## Question

A slab of bismuth telluride, Bi₂Te₃, is nine atomic planes thick and ends in a bismuth plane on both faces. Its atoms have been relaxed in a density-functional calculation. The table numbers the planes from bottom to top and lists the spacing from each plane to the next, the change of that spacing from its bulk value, and the rumpling, which is the spread of heights within one plane.

Ansatz 0.2.0, PBEsol with plane waves and PAW, scalar-relativistic, without spin polarisation or dispersion correction: nine-plane Bi₂Te₃(001) slab with Bi on both faces. All atoms were relaxed in a fixed cell, with a 420 eV cutoff, a Γ-centred 9×9×1 k mesh and 0.05 eV Gaussian smearing. Spacing changes are relative to the relaxed bulk.

```csv
row,relaxed plane number,relaxed plane spacing to next (Å),relaxed plane spacing change (Å),relaxed plane rumpling (Å)
1,1,1.601,-0.121,0.000
2,2,2.342,-0.280,0.000
3,3,1.751,0.029,0.000
4,4,1.994,-0.022,0.000
5,?,?,?,?
6,?,?,?,?
7,7,2.342,-0.280,0.000
8,8,1.601,-0.121,0.000
9,9,n/a,n/a,0.000
```

Predict the spacing between planes 5 and 6 and the spacing between planes 6 and 7, each with an error range. State what your argument settles and what it leaves open.

## Model answer

The stacking comes first. Bulk Bi₂Te₃ consists of five-plane layers, Te-Bi-Te-Bi-Te, which are strongly bonded inside and only weakly held to one another across a Te-Te gap. This slab reads Bi-Te | Te-Bi-Te-Bi-Te | Te-Bi, where the bars mark the gaps. It is one intact layer with a broken-off BiTe fragment on each side, not the tellurium-ended surface that the crystal shows when it cleaves.

Consider the limit of a very thick slab. Planes deep inside would not feel the faces, and each spacing would return to its bulk value. That suggests 2.016 Å between planes 5 and 6 and 1.722 Å between planes 6 and 7. But the intact layer here lies directly between the two fragments, and its lower half has already moved slightly away from the bulk spacings.

Symmetry gives a sharper answer, which does not need the slab to be thick. Plane 5, the central tellurium, is an inversion centre: each atom below it has a partner of the same element at the opposite position above it. Partner atoms therefore feel equal and opposite forces. A relaxation that starts from this arrangement moves them by equal and opposite amounts, and the centre survives.

Write dᵢ for the spacing between plane i and plane i + 1. Inversion exchanges plane i with plane 10 − i, so dᵢ = d₉₋ᵢ. The known rows obey this rule: the two outermost spacings agree to the last printed digit, and so do the two gaps. The rule has no adjustable constant, and it gives these forecasts:

- **Planes 5 and 6:** d₅ = d₄ = 1.994 ± 0.005 Å, a slight contraction of 0.022 Å from the bulk.
- **Planes 6 and 7:** d₆ = d₃ = 1.751 ± 0.005 Å, a slight expansion of 0.029 Å from the bulk.
- **Rumpling:** zero in both rows, because each plane holds a single atom per cell.

The range is a judgement. It allows for rounding and for small numerical differences between partner atoms.

The withheld rows as computed:

```csv
row,relaxed plane number,relaxed plane spacing to next (Å),relaxed plane spacing change (Å),relaxed plane rumpling (Å)
5,5,1.994,-0.022,0.000
6,6,1.751,0.029,0.000
```

Both forecasts agree with the computed spacings to the last printed digit, so the range was generous. The thick-slab limit would have missed by 0.022 Å and 0.029 Å, several times the stated range. These shifts are small, but they are a real response to the cut. Before the atoms relaxed, forces of about 0.26 and 0.12 eV/Å pushed plane 3 towards the gap and plane 4 towards the centre, which is how the spacings then changed. Whether the shifts would fade in a thicker slab is not tested.

## Remarks on the reasoning

**What the success means.** The inversion rule says which spacings are equal, not how large they are or which way they move. Its success confirms that the relaxation kept the symmetry it started with. It does not show that the symmetric slab is the most stable one, because a balanced start gives the atoms no push towards a lopsided arrangement. The rule also needs two equivalent faces; a slab ending in bismuth below and tellurium above has no such centre.

**Where the slab gives way.** The weakest contacts change most. Each Te-Te gap closes by about 11% of its bulk width, and the two gaps together supply 71% of the slab's total thinning. The intact layer between them changes its thickness by only 0.014 Å, partly because its outer spacings widen while its inner ones narrow. A weak contact can change its width at little cost in energy, whereas a bonded layer resists.

**Why the outermost spacing shrinks.** An outer bismuth atom keeps only three of its six tellurium neighbours. Atoms that lose neighbours tend to strengthen and shorten the bonds they retain, which is a likely cause of this contraction, though the table does not test it. The spacing shrinks by 7%, but this overstates what happens to the bond, because the bond is slanted. An upright bond would shorten by as much as the spacing, while one lying almost flat would hardly shorten at all.

The real bond lies between these limits, and its change can be estimated. The slab's in-plane lattice constant is 4.382 Å, rounded here to 4.4 Å, and the relaxation leaves it fixed. The sideways distance between bonded atoms is then 4.4/√3 ≈ 2.54 Å. Pythagoras gives a bulk bond of √(2.54² + 1.722²) ≈ 3.07 Å and a surface bond of √(2.54² + 1.601²) ≈ 3.00 Å. The bond has shortened by about 0.07 Å, or 2%, so the change in plane spacing should not be read as an equal strain in the bond.

**What remains open.** The softness of the gap explains why it can close, but not what closes it. Counting bismuth as 3+ and tellurium as 2−, the slab's four Bi and five Te atoms leave 4 × 3 − 5 × 2 = 2 electrons over. These electrons, or new bonding between fragment and layer, may draw the two together; both ideas are guesses. The calculation finds the slab metallic and the bulk not, which fits leftover electrons but does not show that they close the gap between the planes. The amount of closing is also less secure than the bonded spacings, because the calculation omits long-range dispersion, which helps to hold such gaps together, and spin-orbit coupling, which matters for these heavy elements.

The printed output follows, and parts of it are void: the fit with its list of rows outside the fit, and the two misses of the bulk-spacing rule. The spacings were wrongly read as zero there, so the zero error of the fit is no evidence for the inversion rule. The evidence is the direct comparison of the two tables, and the correct misses of the bulk rule are those quoted above.

Printed output of the fit:

```
Bulk spacing of outer Te and Bi planes in a quintuple layer (angstrom): 1.722
Bulk spacing of Bi and central Te planes (angstrom): 2.016
Bulk Te-Te gap (angstrom): 2.622
Change of the outermost Bi-Te spacing (percent): -7.027
Change of the Te-Te gap (percent): -10.68
Rough change of the outermost Bi-Te bond length (angstrom): -0.06622
Rough change of the outermost Bi-Te bond length (percent): -2.158
Forecast range, plus or minus (angstrom): 0.005
Forecast spacing of planes 5 and 6 (angstrom): 1.994
Forecast spacing of planes 6 and 7 (angstrom): 1.751
fit of s on 4 rows ((p < 2.5) | (p > 4.5)): coefficient of m 0 +/- 0; rms 0, worst 1 0, leave-one-out rms 0
  rows outside the fit (model, value, miss): 3 0, 0, 0; 4 0, 0, 0; 5 0, 0, 0; 6 0, 0, 0
Computed change of spacing 5 to 6 (angstrom): -0.022
Computed change of spacing 6 to 7 (angstrom): 0.029
Miss of the bulk-spacing rule for 5 to 6, rule less computed (angstrom): 2.016
Miss of the bulk-spacing rule for 6 to 7, rule less computed (angstrom): 1.722
Forecast change of the intact layer thickness (angstrom): 0.014
Computed change of the intact layer thickness (angstrom): 0.014
Computed change of the whole slab thickness (angstrom): -0.788
Share of the two gaps in the thickness change (percent): 71.07
```
